**Notes: linear Zeeman effect of a cubic $\Gamma_8$ quartet, Nd$^{3+}$ in NdB$_6$ compared with Ce$^{3+}$ and Yb$^{3+}$**

**Counting and conventions.** On the rotation classes of $O$ the characters of $\Gamma_8$ are $4$ ($E$), $-1$ ($C_3$) and $0$ otherwise, up to the double-group sign. Those of $\Gamma_8\times\Gamma_8$ are therefore $16, 1, 0, 0, 0$. $T_1$ has character 3 on $E$ and 0 on $C_3$, so it occurs $16\cdot 3/24=2$ times. With a fictitious spin $\tilde J=3/2$ the two copies come from tensor ranks 1 and 3. Both are odd under time reversal, so the magnetic moment may contain both:

$$H=\mu_B\sum_i B_i\,(g_1\tilde J_i+g_2\tilde J_i^3).$$

I write $\mathbf B=B\mathbf n$ in cubic axes and $E=y\,\mu_BB$. The label $m$ is fixed by the $C_{4z}$ eigenvalue: a state $m$ contains only $|J,M\rangle$ with $M\equiv m \pmod 4$. For a rare-earth multiplet I project $H=+g_J\mu_B\mathbf B\cdot\mathbf J$ onto the quartet, with the spin $g$ factor set to 2 in $g_J$. Along [001] the energies of $m=3/2$ and $1/2$ are

$$P=\tfrac32g_1+\tfrac{27}{8}g_2,\quad Q=\tfrac12g_1+\tfrac18g_2,\qquad g_1=\frac{27Q-P}{12},\quad g_2=\frac{P-3Q}{3}.$$

**Any direction.** I use $\Gamma_8=\Gamma_6\times E$. Define $\sigma_i=(7\tilde J_i-4\tilde J_i^3)/3$ and $\tau_i=\tilde J_i^2-5/4$. The $\sigma_i$ obey the Pauli algebra. The $\tau_i$ commute with all $\sigma_j$, square to 1, sum to zero and satisfy $\tau_i\tau_j+\tau_j\tau_i=-1$ for $i\ne j$. Comparing eigenvalues at $m=\pm3/2,\pm1/2$ gives

$$g_1\tilde J_i+g_2\tilde J_i^3=-\sigma_i(a+b\tau_i),\qquad a=\frac{P-Q}{2},\quad b=\frac{P+Q}{2}.$$

Let $[\tau_x,\tau_y]=[\tau_y,\tau_z]=[\tau_z,\tau_x]=i\sqrt3\,\rho$, where $\rho^2=1$, $\rho$ commutes with the $\sigma_i$ and anticommutes with the $\tau_i$. Squaring $h=H/\mu_BB$,

$$h^2=a^2+b^2+2ab\sum_i n_i^2\tau_i-\sqrt3\,b^2\rho\,\boldsymbol\sigma\cdot\mathbf w,\qquad \mathbf w=(n_yn_z,\,n_zn_x,\,n_xn_y).$$

The last two terms anticommute. With $s=|\mathbf w|^2=n_x^2n_y^2+n_y^2n_z^2+n_z^2n_x^2$ their squares are $4a^2b^2(1-3s)$ and $3b^4s$. Hence

$$y_\pm^2=a^2+b^2\pm\sqrt{4a^2b^2+3b^2(b^2-4a^2)\,s}.$$

The sum of the two roots is $P^2+Q^2$. Their product is $(a^2-b^2)^2+3b^2(4a^2-b^2)s$. Since $P-3Q=4a-2b$, $3P-Q=4a+2b$ and $P+Q=2b$, the secular equation is

$$y^4-(P^2+Q^2)y^2+P^2Q^2+\tfrac{3}{16}(P-3Q)(3P-Q)(P+Q)^2s=0.$$

The direction enters only through $s$, which runs from 0 at [001] through $1/4$ at [110] to $1/3$ at [111]. The roots are monotonic in $s$, so [001] and [111] are the extremes: $y=\pm P,\pm Q$ along [001], and $y_+=\sqrt{a^2+2b^2}$, $y_-=|a|$ along [111].

**Ce$^{3+}$ and Yb$^{3+}$.** When $\Gamma_8$ occurs once in $J$, symmetry fixes $P$ and $Q$. For Ce$^{3+}$ ($^2F_{5/2}$, $g_J=6/7$; I take the quartet as the ground level in CeB$_6$) the state $m=-3/2$ is $\sqrt{5/6}\,|5/2\rangle+\sqrt{1/6}\,|{-3/2}\rangle$ with $\langle J_z\rangle=11/6$, and $m=1/2$ is $|1/2\rangle$. So $P=-\tfrac{11}{6}g_J$, $Q=\tfrac12 g_J$. For Yb$^{3+}$ ($^2F_{7/2}$, $g_J=8/7$, any cubic site, ground level or not) $m=-1/2$ is $\sqrt{7/12}\,|7/2\rangle-\sqrt{5/12}\,|{-1/2}\rangle$ and $m=-3/2$ is $\tfrac12|5/2\rangle+\tfrac{\sqrt3}{2}|{-3/2}\rangle$. So $P=\tfrac12g_J$, $Q=-\tfrac{11}{6}g_J$.

**Nd$^{3+}$ in NdB$_6$.** Here $^4I_{9/2}$, $g_J=8/11$, splits into $\Gamma_6+2\Gamma_8$, and the quartet states depend on the crystal field. In the Lea–Leask–Wolf form with Stevens operators,

$$H_{CF}=W\left[x\,\frac{O_4^0+5O_4^4}{60}+(1-|x|)\,\frac{O_6^0-21O_6^4}{2520}\right].$$

With $u=1-|x|$, the bracket in the $m=3/2$ sector $\{|3/2\rangle,|{-5/2}\rangle\}$ has diagonal elements $4.2x+12u$ and $-23.8x+20u$ and off-diagonal element $\sqrt{21}(5x+8u)$. In the $m=1/2$ sector $\{|9/2\rangle,|1/2\rangle,|{-7/2}\rangle\}$ the diagonal is $25.2x+6u$, $25.2x-16u$, $-30.8x-22u$, and the neighbouring elements are $\sqrt{14}(3x-15u)$ and $\sqrt{14}(5x-3u)$.

My inputs are approximate values: $x\approx-0.82$, $W<0$, and a gap of about 135 K (11.6 meV) between the two quartets. The bracket has eigenvalues $28.16$ ($\Gamma_8$), $-6.33$ ($\Gamma_8$) and $-43.66$ ($\Gamma_6$). With $W<0$ the first is lowest. The spacing 34.49 fixes $W=-3.91$ K, and $\Gamma_6$ lands at 281 K. In the ground quartet $m=3/2$ has weights 0.15 on $|3/2\rangle$ and 0.85 on $|{-5/2}\rangle$, so $\langle J_z\rangle=-1.91$. The state $m=1/2$ has weights 0.02, 0.13, 0.85 in the order above, so $\langle J_z\rangle=-2.80$. This gives $P=-1.39$, $Q=-2.03$, or $g_1=-4.46$, $g_2=1.57$. $P$ and $Q$ do not depend on $|W|$. To see the dependence on $x$ I add two model values, $x=-1$ (pure fourth order) and $x=-0.70$, keeping $W<0$.

**Comparison.** $A=y_+[111]/y_+[001]$, with $y_+[001]=\max(|P|,|Q|)$.

| quartet | $P$ | $Q$ | $a$ | $b$ | $\lvert b/a\rvert$ | $y_+[111]$ | $y_-[111]$ | $A$ |
|---|---|---|---|---|---|---|---|---|
| Ce$^{3+}$, $J=5/2$ | −1.57 | 0.43 | −1.00 | −0.57 | 0.57 | 1.29 | 1.00 | 0.82 |
| Yb$^{3+}$, $J=7/2$ | 0.57 | −2.10 | 1.33 | −0.76 | 0.57 | 1.71 | 1.33 | 0.82 |
| Nd upper, $x=-0.82$ | 0.67 | 1.79 | −0.56 | 1.23 | 2.2 | 1.83 | 0.56 | 1.02 |
| Nd ground, $x=-1$ | −1.12 | −2.27 | 0.57 | −1.70 | 3.0 | 2.47 | 0.57 | 1.09 |
| Nd ground, $x=-0.82$ | −1.39 | −2.03 | 0.32 | −1.71 | 5.3 | 2.44 | 0.32 | 1.20 |
| Nd ground, $x=-0.70$ | −1.69 | −1.49 | −0.10 | −1.59 | 16 | 2.25 | 0.10 | 1.33 |

For the NdB$_6$ ground quartet along [110] I get $y_\pm=2.38$ and $0.66$, between the two extremes as required.

**The trend.** Only $a^2$ and $b^2$ enter the spectrum, so its shape depends on $r=|b/a|$ alone. Since $y_+[001]=|a|+|b|$,

$$A(r)=\frac{\sqrt{1+2r^2}}{1+r}.$$

The lowest level is $-y_+$ and $y_+$ is its moment in $\mu_B$, so $A<1$ favours [001] and $A>1$ favours [111].

- $A=1$ at $r=0$ and at $r=2$, the zeros of the $s$ term. At $r=0$ ($P=-Q$) the moment is a bare $\boldsymbol\sigma$ and the $E$ label is a spectator: two degenerate isotropic doublets. At $r=2$ the levels are equally spaced. One branch is $P=3Q$ ($g_2=0$). The other, $Q=3P$, is the same spin-3/2 ladder with the labels permuted, possible because $\Gamma_8\times A_2=\Gamma_8$.
- For $0<r<2$, $A<1$, with a minimum $\sqrt{2/3}=0.816$ at $r=1/2$. Ce$^{3+}$ and Yb$^{3+}$ both have $r=4/7$ and $A=9/11=0.818$, almost the strongest [001] preference that a $\Gamma_8$ allows. Their spectra are the same up to the factor $4/3$ between the $g_J$ values, because $P/g_J$ and $Q/g_J$ are merely exchanged.
- For $r>2$, that is $1/3<P/Q<3$, $A>1$ and rises towards $\sqrt2=1.41$. At $a=0$ the [001] spectrum is two degenerate pairs at $\pm b$, while along [111] two levels go to zero. The invariant $y_+^2+y_-^2=P^2+Q^2$ then pushes the other two out to $\pm\sqrt2\,b$.

The Nd ground quartet is in the last regime because both positive-$m$ states are dominated by large negative $M$, namely $-5/2$ and $-7/2$. That makes $P$ and $Q$ equal in sign and similar in size. Going from $x=-1$ to $x=-0.70$, $|P|$ grows and $|Q|$ shrinks, $a$ changes sign between $-0.82$ and $-0.70$, and $A$ passes through $\sqrt2$ there. The [111] moment moves much less, from 2.47 to 2.25, because $b$ dominates it. So $A>1$ is stable against the uncertainty in $x$, and $y_-[111]=|a|$ is the quantity most sensitive to it. The upper quartet has $P/Q=0.37$, close to $1/3$, and is nearly isotropic.

**What I neglected, and how large it is.** At $B=10$ T, $\mu_BB/k_B=6.72$ K. The first-order anisotropy of the lowest level of NdB$_6$ is then $(2.44-2.03)\times6.72$ K, about 2.75 K in favour of [111]. The field also mixes in the upper levels. For the lowest [001] state, $m=1/2$, $\langle J_z^2\rangle=10.84$ and the variance of $J_z$ is 3.01. All of that variance connects to levels at least 135 K up, since $J_z$ is diagonal in $m$ within the quartet. The second-order lowering is therefore at most $g_J^2\times3.01\times(6.72\ \mathrm K)^2/(135\ \mathrm K)=0.53$ K, a fraction 0.19 of the anisotropy, and this fraction is linear in $B$. The same mixing can only lower the [111] level too, so the sign of the anisotropy survives at 10 T, while its size is uncertain at roughly this level.

The $^4I_{11/2}$ multiplet lies at approximately 0.24 eV. The whole crystal-field splitting is 0.024 eV, a ratio of 0.10, which sets the scale of the admixed amplitude. $\mathbf L+2\mathbf S$ connects $J$ to $J+1$, so $P$ and $Q$ change in first order in that amplitude. The second decimal in the Nd rows belongs to the pure-$J$ model and not to the crystal.

NdB$_6$ orders magnetically at approximately 8 K, so inter-site energies exceed the 2.75 K found above. The quartet also carries $E$ quadrupoles, the $\tau_i$, which inter-site or strain couplings can split without any field. The table therefore describes the isolated ion, or the ion in a given effective magnetic field, and does not by itself fix the direction of the ordered moment.